The forward barrier is the energy of the highest point on a reaction path, counted from the relaxed starting structure. The backward barrier is counted from the relaxed product, and the reaction energy is the product's energy less that of the start. Each path was found with a nudged elastic band: a chain of intermediate structures is relaxed between the two ends while its highest member climbs to the top. The energies are electronic ones from a semilocal functional, without zero-point motion. Each barrier belongs to the path that was found; another path between the same ends may have a lower top.

Reactions of neutral singlet molecules, calculated with Ansatz 0.2.0 using spin-restricted PBE and the 6-31G(d) basis set. Each path was found with a climbing-image nudged elastic band between relaxed ends. Barriers and reaction energies are electronic, without zero-point terms.

```csv
system,dispersion,force component limit,bonds made and broken,barrier forward (eV),barrier backward (eV),reaction energy (eV)
C2H10O2Si,D4,0.05 eV/angstrom,"Si-O made, H-H made, Si-H broken, H-O broken",1.278,2.041,-0.764
CH3AlSi,none,0.05 eV/angstrom,"C-H made, C-Al broken, Al-H broken",1.696,1.822,-0.126
CH6AlNO2Si,D4,0.03 eV/angstrom,"O-H made, C-O broken, C-H broken",2.247,0.229,2.017
FH3OSi2,D4,0.05 eV/angstrom,"O-H made, Si-H broken",2.254,2.097,0.157
BFH2OSi,D4,0.05 eV/angstrom,"O-H made, O-Si broken, Si-H broken",2.419,1.108,1.312
BFH5NSi,D4,0.03 eV/angstrom,"B-Si made, N-H made, Si-H broken",2.949,1.437,1.513
CH6OSi,D4,0.05 eV/angstrom,"O-H made, Si-O broken, Si-H broken",3.056,0.599,2.457
```

The forward barriers rise from 1.28 to 3.06 eV down the table. The reaction energy mostly rises with them, but not in step. To see why, it helps to ask what a molecule at the top of its path already feels of the product.

**A common cost and half the climb**

Picture the start and the product as two equally stiff parabolic valleys. The path leaves one valley where the curves cross, about midway. Raising the product valley by a given amount then raises the crossing by about half as much:

forward barrier ≈ common cost + ½ × reaction energy

The common cost is what the rearrangement would take if both ends lay level. This is the Bell–Evans–Polanyi rule with a slope of one half.

The half is partly built in, because any forward barrier equals the mean of the two barriers plus half the reaction energy. The rule says something only if that mean is similar from reaction to reaction. Here it spans 0.96 eV, against 1.61 eV for half the reaction energy, and it is nearly uncorrelated with the reaction energy. An uphill barrier also cannot be lower than the climb itself, which alone puts CH6AlNO2Si and CH6OSi above 2 eV. So the climb to the product sets the broad trend, and differences in the common cost make the irregular rows.

CH6OSi shows the arithmetic. The average common cost over the seven rows, this one included, is 1.80 eV, and the reaction energy is 2.46 eV:

1.80 + ½ × 2.46 = 3.03 eV

The calculated barrier is 3.06 eV. Such agreement is better than usual: over all rows the rule misses by 0.30 eV (root mean square), and a straight line with a free slope does hardly any better. The analysis printed after this text gives the split and the structures at the top row by row.

**The first two rows: downhill and nearly level**

In C2H10O2Si, the charges and the bond list point to methoxysilane reacting with methanol to give dimethoxysilane and H₂. The hydrogen on silicon is negative and the one on oxygen positive, so the pair that must join already attracts. The reaction runs downhill because a strong Si–O bond replaces a much weaker Si–H bond, while the new H–H bond is about as strong as the O–H bond it replaces.

It is tempting to credit the low barrier to the attraction between the two hydrogens. The next row, CH3AlSi, advises caution. Its barrier is 0.42 eV higher, and half the difference in reaction energy already accounts for 0.32 eV of that. The remaining tenth is too small to interpret, since only the first of the two runs includes a dispersion correction.

CH3AlSi opens a three-membered ring of carbon, silicon and aluminium. At the top, the C–Al distance has grown to 2.33 Å, while the hydrogen is still 1.63 Å from aluminium and 2.04 Å from carbon. The barrier is therefore met while the ring opens, before the hydrogen has changed partners.

**The middle pair: one barrier, two causes**

CH6AlNO2Si and FH3OSi2 have practically the same forward barrier, about 2.25 eV, although their reaction energies differ by 1.86 eV. One is high because its passage is awkward, the other because its product is.

In FH3OSi2, a hydrogen moves from silicon to the neighbouring oxygen, turning a silanone, with its Si=O double bond, into a hydroxysilylene. The ends are nearly level. The start has a Si–H bond and a rather weak π bond; the product has a strong O–H bond and a silicon atom that keeps a lone pair, which silicon tolerates well. The rule would give 1.88 eV, well below the calculated barrier.

The structure at the top suggests where the extra cost arises. The hydrogen sits in a tight triangle, with an angle of only 64° between its lines to silicon and oxygen. It is 1.51 Å from oxygen, about half as far again as in a finished O–H bond, so the new bond repays little. The old Si–H bond, meanwhile, has been bent far from its preferred direction.

There is also an electronic cost. Hydrogen on silicon is slightly negative, but on oxygen it must be positive, so it has to leave its electron pair behind on silicon during the move. At the top it already carries a positive charge, while the hydrogens that stay on silicon remain slightly negative. Theory thus argues for a costly passage even between level ends; the charges agree with this picture but do not measure its price. The moving hydrogen carries a similar charge in BFH2OSi and CH6OSi, which follow the rule, so this cost alone does not set FH3OSi2 apart. Its much tighter triangle is the clearer difference.

In CH6AlNO2Si, a five-membered ring opens as a hydrogen passes from carbon to oxygen. The product contains a carbon atom with only two neighbours, one of them nitrogen: an aminocarbene. Such a carbon is high in energy even with nitrogen's help, and the reaction climbs by 2.02 eV. Only 0.23 eV more is needed to reach the top.

By then the C–O distance has grown from 1.43 to 2.38 Å. The hydrogen lies between the two atoms at a wide angle of 137°, already closer to oxygen than to carbon. Read backwards, this is a proton moving from an acidic O–H group to the lone pair of a strongly basic carbene, a reaction known to be easy. The rule knows nothing of this and overshoots the barrier by 0.56 eV, its largest miss.

The open ring, the wide angle and the carbon donor occur together in this row, so their shares cannot be separated. The calculation also keeps all electrons paired while the bonds break. If the electrons at the top would rather unpair, this restriction makes the barrier too high, whereas the functional itself tends to make barriers too low.

**The last three rows: when the new bond comes too late**

The last three reactions take a hydrogen from silicon to oxygen or nitrogen, and all run well uphill. BFH2OSi follows the rule closely, but its band has several poorly resolved maxima, so the agreement does not establish a single simple step. The more instructive comparison is between BFH5NSi and CH6OSi.

CH6OSi splits methylsilanol into water and methylsilylene. It gives up a strong Si–O bond and a Si–H bond, and the new O–H bond repays only part of that. The large reaction energy accounts for the highest barrier in the table. The two fragments were relaxed together, and water may still lend a lone pair to silicon's empty orbital, so this is not the reaction energy for molecules far apart. The small basis set adds an uncertainty: fragments that are close together can borrow each other's basis functions.

BFH5NSi also moves a hydrogen from silicon to a neighbouring atom, here nitrogen. At the top the two triangles look much alike, with angles at hydrogen of 86° and 84°. The barriers differ by only 0.11 eV, yet BFH5NSi is less uphill by 0.94 eV. Compared with CH6OSi, its product is steadied far more than its top.

Two differences may share in this. BFH5NSi keeps its Si–N bond in the product, whereas CH6OSi loses its Si–O bond. At the top both bonds are stretched to about 2 Å, so this difference shows mainly afterwards. BFH5NSi also gains a new bond between boron and silicon, which closes a three-membered ring in the product. At the top the two atoms are 3.14 Å apart, farther than the 2.83 Å at the start. The bond has not begun to form, so it can lower the product but not the barrier. The rule assumes that half of any such gain is felt at the top, which would explain why it puts the barrier 0.39 eV too low. Nitrogen must also use the lone pair it shared with boron to bind the new hydrogen, and that may raise the top by itself. This band, too, has several poorly resolved maxima, so the comparison supports the explanation without proving it.

**Reading a neighbouring reaction**

For a related reaction, the reaction energy gives a first estimate of the barrier, which can miss by several tenths of an electronvolt. The structure at the top can suggest why a reaction departs from it, but the explanations given here each rest on a single row and are not general corrections. CH3AlSi shows the danger: its C–H bond also forms only after the top, yet its barrier follows the rule.



Printed output of the fit:

```
Split of the forward barrier (eV):
         row  mean of both barriers  half reaction energy  one-constant model  model less computed
   C2H10O2Si                  1.659                -0.382                1.42               0.1428
     CH3AlSi                  1.759                -0.063               1.739              0.04329
  CH6AlNO2Si                  1.238                 1.008               2.811               0.5643
     FH3OSi2                  2.175                0.0785               1.881              -0.3732
     BFH2OSi                  1.764                 0.656               2.458              0.03879
     BFH5NSi                  2.193                0.7565               2.559              -0.3907
      CH6OSi                  1.828                 1.228               3.031             -0.02521
Highest image (angstrom and degrees and e):
         row  donor-H  acceptor-H  donor-acceptor  angle at H  charge of moving H
   C2H10O2Si      n/a         n/a             n/a         n/a               0.289
     CH3AlSi    1.629       2.042           2.329       77.84               0.012
  CH6AlNO2Si    1.388       1.165           2.377         137               0.383
     FH3OSi2    1.555       1.514           1.634        64.3               0.211
     BFH2OSi    1.657       1.326           2.256       97.65               0.234
     BFH5NSi    1.647       1.333           2.049        86.2                0.21
      CH6OSi    1.662       1.281           1.985       83.77               0.237
fit of barrier_forward on 7 rows: constant 1.842 +/- 0.17, coefficient of reaction_energy 0.4576 +/- 0.12; rms 0.297, worst CH6AlNO2Si 0.518, leave-one-out rms 0.409
rms miss of the one-constant model with slope one half (eV): 0.3011
rms miss of the equal-parabola model (eV): 0.3334
correlation of the mean of both barriers with the reaction energy: -0.1555
range of half the reaction energy (eV): 1.611
range of the mean of both barriers (eV): 0.955
forward barrier, CH6OSi less BFH5NSi (eV): 0.107
reaction energy, CH6OSi less BFH5NSi (eV): 0.944
forward barrier, CH3AlSi less C2H10O2Si (eV): 0.418
part of that from half the reaction energy (eV): 0.319
reaction energy, CH6AlNO2Si less FH3OSi2 (eV): 1.86
C-O distance at the start of CH6AlNO2Si (angstrom): 1.426
B-Si distance at the start of BFH5NSi (angstrom): 2.833
B-Si distance at the highest image of BFH5NSi (angstrom): 3.139
```
